## Question

A slab of hafnium nitride, five atomic planes thick, exposes its (100) face. The table lists Kohn–Sham levels at points of its surface zone, computed with the gradient-corrected functional PBE, without spin polarisation or spin–orbit coupling. Energies are counted from the Fermi level. At each point b1 and b2 are the first and second levels below it, and a1 is the first above.

Kohn–Sham levels of a relaxed five-plane HfN(100) slab, computed with Ansatz 0.2.0 using scalar-relativistic PBE without spin polarisation, PAW datasets, a 420 eV plane-wave cutoff, a Γ-centred 11×11×1 k mesh and 0.1 eV Gaussian smearing. Outer orbital weights are Löwdin weights on the two outer planes of both faces together, averaged over levels within 1.5 meV and not renormalised.

```csv
point label,point a (reciprocal cell vectors),point b (reciprocal cell vectors),level b1 from the Fermi level (eV),outer orbital weight b1,level b2 from the Fermi level (eV),outer orbital weight b2,level a1 from the Fermi level (eV),outer orbital weight a1
X,0.5000,0.0000,-4.590,0.880,-4.670,0.980,1.000,0.920
between,0.4167,0.0000,-4.540,0.860,-4.630,0.980,0.700,0.820
between,0.3333,0.0000,-4.410,0.840,-4.540,0.980,0.250,0.800
between,0.2500,0.0000,-0.430,0.960,-0.700,0.680,0.030,0.800
between,0.1667,0.0000,-0.170,0.820,-0.750,0.560,0.280,0.920
between,0.0833,0.0000,-0.090,0.760,-0.630,0.980,0.000,0.740
G,0.0000,0.0000,-0.400,0.760,-1.000,1.000,0.060,0.720
between,0.0833,0.0833,-0.170,0.840,-0.350,0.880,0.230,0.760
between,0.1667,0.1667,-0.260,0.980,-0.620,0.660,0.190,0.700
between,0.2500,0.2500,-0.370,0.900,-1.840,0.760,1.220,0.780
between,0.3333,0.3333,-0.520,0.700,-0.900,0.860,0.350,0.920
between,0.4167,0.4167,-0.900,0.880,-1.210,0.820,1.170,0.660
M,0.5000,0.5000,-1.310,0.820,-1.310,0.820,1.080,0.660
between,0.5000,0.4167,-1.150,0.840,-1.240,0.840,1.090,0.660
between,0.5000,0.3333,-0.680,0.880,-0.950,0.900,1.180,0.660
between,0.5000,0.2500,-0.400,0.940,-0.950,0.700,0.020,0.900
between,0.5000,0.1667,?,?,?,?,?,?
between,0.5000,0.0833,?,?,?,?,?,?
```

The corner points are G at (0, 0), X at (0.5, 0) and M at (0.5, 0.5). Two points between M and X have no results shown: (0.5, 0.1667) and (0.5, 0.0833). Predict b1 and a1 at both, give an error range for each, and state which forecast is the least safe.

## Model answer

**Read the columns as ranks.** A column holds whichever level stands first or second at that point, so it need not follow one band. On the line from X to G, b1 stays near −4.5 eV for three points and then jumps to −0.43 eV. No band has leapt by 4 eV. Levels that were empty near X have dropped below the Fermi level and taken over the first place.

**Identify the two groups.** At X a window of 5.59 eV separates a1 from b1. In HfN the levels below such a window are known to be mainly nitrogen 2p, and those above it mainly hafnium 5d, although the table doesn't print orbital character. The task is therefore to find how far from X the lowest 5d level remains empty. As long as it does, b1 is a nitrogen level near −4.5 eV.

**Start from the limiting case at X.** A 5d level is lowered when the waves on neighbouring hafnium atoms meet in step and bond. At X the strongest overlaps between neighbouring hafnium atoms cancel in pairs, so most of this gain is expected to be missing. Nitrogen matters too: where its 2p waves mix with a 5d level, they push that level up. At X the waves on in-plane nitrogen atoms at opposite sides of a hafnium atom have opposite signs, which suits most of the 5d orbitals, so for these the push is expected to be strong. At G and M those signs are equal and the in-plane mixing cancels. Away from X, then, the push is expected to weaken and bonding between hafnium atoms to set in for some of the orbitals, so the lowest level should fall. The table doesn't show which of the two effects governs it.

**Turn this into a formula.** The levels are mirror-symmetric about X along both lines. If no second level coincides with it there, a level must leave X with zero slope. The simplest periodic form with this property is

$$E = E_X + c\,q,\qquad q=\sin^2[\pi(0.5-a)]+\sin^2(\pi b),$$

where $a$ and $b$ are the two coordinates of the point, $E_X$ is the energy at X and $c$ sets the steepness. Using one $c$ for both directions is an assumption, because the directions towards G and M are not equivalent by symmetry.

**Fix the constants.** The formula was fitted separately to a1 and to b1, each time on X and the next two points towards G. Farther out b1 passes to the upper group, and a1 to a higher level within that group. Two constants on three points leave little to test, and none of these points lies on the line towards M. The printed output after this text gives both fits.

**Work one point in full.** At (0.5, 0.0833) the first term of $q$ vanishes and the second is $\sin^2 15^\circ = 0.067$. For a1 the fit has $E_X = 0.955$ eV and $c = -2.88$ eV. Hence $E = 0.955 - 2.88\times0.067 = 0.76$ eV. This point was not part of the fit.

**Check the untested direction.** The known points at distance 0.25 from X offer a comparison of the two lines. There a1 and b1 agree within 0.03 eV, which favours equal steepness. But b2 lies 0.25 eV deeper on the line towards M, which warns that the upper levels may fall faster that way.

The forecasts are:

- **(0.5, 0.0833):** the window is still open, with a1 at 0.76 ± 0.25 eV and b1 at −4.54 ± 0.20 eV.
- **(0.5, 0.1667):** the window is still open, but only just, with a1 at 0.23 ± 0.30 eV (never below zero) and b1 at −4.41 ± 0.30 eV.

The ranges are judgements, widened for the untested direction. The second b1 forecast is the least safe. If one 5d level dips below the Fermi level, b1 will be wrong by about 4 eV.

## Computed values

The withheld rows as computed:

```csv
point label,point a (reciprocal cell vectors),point b (reciprocal cell vectors),level b1 from the Fermi level (eV),outer orbital weight b1,level b2 from the Fermi level (eV),outer orbital weight b2,level a1 from the Fermi level (eV),outer orbital weight a1
between,0.5000,0.1667,-0.010,0.660,-0.490,0.780,0.330,0.940
between,0.5000,0.0833,-4.530,0.880,-4.560,0.980,0.470,0.840
```

At (0.5, 0.0833) the window is open, as forecast. The computed b1 of −4.53 eV is a clear hit. The computed a1 of 0.47 eV is a miss: it lies 0.29 eV below the forecast and just outside the stated range. Part of this is the fit's own error. At (0.4167, 0), which has the same $q$, the formula also gives 0.76 eV against a computed 0.70 eV, and measured from that row the miss would be 0.23 eV, inside the range.

At (0.5, 0.1667) the forecast of an open window fails. The computed b1 is −0.01 eV, a miss of 4.40 eV. The computed a1 of 0.33 eV falls within its range, but this hit deserves no credit. The formula was meant for the lowest 5d level, and b1 and b2, at −0.01 and −0.49 eV, are now both upper levels below the Fermi level, so a1 belongs to a higher one.

## Remarks on the reasoning

**The large miss comes from a change of rank.** The lowest upper level was forecast at 0.23 eV. Since b2 also belongs to the upper group, that level lies at −0.49 eV or deeper, and the formula was wrong by at least 0.72 eV, well beyond the stated range. The miss in b1 is larger still, because crossing zero changes which group supplies b1. A ranked level can thus jump by several electronvolts although every band behind it is smooth. A good answer forecasts the band first and the rank afterwards.

**Both failures point the same way.** Near X the lowest upper level falls faster towards M than towards G. One step from X, a1 has dropped by 0.53 eV on the M line, against 0.30 eV on the G line. The assumption of equal steepness failed. The form itself is doubtful too. In the fitted rows the drops from X, 0.30 and 0.75 eV, stand in the ratio 2.5 where the form requires 3.7, and the weight of a1 changes from 0.92 to 0.82 at the first step, so a1 may not be one isolated level even there. Farther out the form falls too slowly: at (0.25, 0), on the very line it was fitted to, it gives −0.49 eV, while b2 shows an upper level at −0.70 eV. That known row, a miss of at least 0.21 eV, could have served as a mild warning. The overlap picture suggests why one steepness should not serve both lines. The 5d orbital that points at the hafnium neighbours within its plane is expected to gain bonding towards G but to lose it towards M, so the fall towards M should be led by other orbitals, those that bond between planes. Confirming this would take the orbital character of the levels and the next levels above a1.

**The comparison at distance 0.25 was read too hopefully.** Near the Fermi level the 5d levels of the slab lie close together, so the first level on either side of zero may look alike on two lines even if the bands differ. What mattered was the depth of the lowest 5d level. Of the three columns compared, b2 reaches deepest into that group, and it pointed the right way, though it only bounds that depth and need not be the same band on both lines.

**Joining the known b1 values by a straight line is no remedy.** Between (0.5, 0.25) and X this gives −1.8 eV and −3.2 eV at the two points. Both values lie far from the computed ones, because the line connects a level of the upper group to one of the nitrogen group. At (0.5, 0.1667) the line does come closer than the forecast above, but that is no merit of a method that mistakes rank for band. More points on the path would make the jump sharper, not smoother.

**The level at −0.01 eV should not be taken as firmly occupied.** Raising it by 0.02 eV would move it from b1 to a1. Spin–orbit coupling, which is left out here, can shift hafnium 5d levels by more than that, and so can a change in slab thickness. The calculation also smears the occupations over about 0.1 eV, so this level is partly filled. The safe reading is that one upper level meets the Fermi level close to this point. The window is closed here in any case, because another upper level lies at −0.49 eV.

**The outer orbital weights don't turn a1 into a surface state.** They count the two outer planes on both faces, which makes four planes out of five. A state spread evenly through the slab would therefore score about 0.80, and a standing wave with a node in the middle plane is expected to score higher still. Near X the a1 weights run from 0.80 to 0.94, which doesn't single out a surface state. A thicker slab, in which the outer planes are a smaller share, would be the proper test.

**For a conducting film, the window at X is not a band gap.** Elsewhere in the zone levels lie at the Fermi level, and the slab is metallic. The window means only that electrons with wavevectors near X take no part in conduction at low energy. Hafnium carbide makes a useful comparison: it has one valence electron fewer per formula unit, and its bulk Fermi level is known to lie near the bottom of the metal 5d bands. The same reasoning suggests that in a carbide slab the region without occupied 5d levels would reach farther from X, though no carbide was computed here.

The analysis program printed:

```
fit of level_a1 on 3 rows (near): constant 0.9548 +/- 0.064, coefficient of q -2.884 +/- 0.43; rms 0.0452, worst between 0.0617, leave-one-out rms 0.235
  rows outside the fit (model, value, miss): between -0.4873, 0.03, -0.517; between -1.208, 0.28, -1.49; between -1.736, 0, -1.74; G -1.929, 0.06, -1.99; between -1.929, 0.23, -2.16; between -1.929, 0.19, -2.12; between -1.929, 1.22, -3.15; between -1.929, 0.35, -2.28; between -1.929, 1.17, -3.1; M -1.929, 1.08, -3.01; between -1.736, 1.09, -2.83; between -1.208, 1.18, -2.39; between -0.4873, 0.02, -0.507; between 0.2335, 0.33, -0.0965; between 0.7617, 0.47, 0.292
fit of level_b1 on 3 rows (near): constant -4.589 +/- 0.0012, coefficient of q 0.7176 +/- 0.0079; rms 0.000831, worst between -0.00113, leave-one-out rms 0.00432
  rows outside the fit (model, value, miss): between -4.23, -0.43, -3.8; between -4.051, -0.17, -3.88; between -3.92, -0.09, -3.83; G -3.872, -0.4, -3.47; between -3.872, -0.17, -3.7; between -3.872, -0.26, -3.61; between -3.872, -0.37, -3.5; between -3.872, -0.52, -3.35; between -3.872, -0.9, -2.97; M -3.872, -1.31, -2.56; between -3.92, -1.15, -2.77; between -4.051, -0.68, -3.37; between -4.23, -0.4, -3.83; between -4.41, -0.01, -4.4; between -4.541, -4.53, -0.0111
Empty window at X, a1 less b1 (eV): 5.59
Jump of b1 from (0.3333, 0) to (0.25, 0) (eV): 3.98
Distance 0.25 from X, a1 on M side less G side (eV): -0.01
Distance 0.25 from X, b1 on M side less G side (eV): 0.03
Distance 0.25 from X, b2 on M side less G side (eV): -0.25
Rival straight line, b1 at (0.5, 0.1667) (eV): -1.797
Rival straight line, b1 at (0.5, 0.0833) (eV): -3.193
Outer weight of a state spread evenly over five planes: 0.8
```
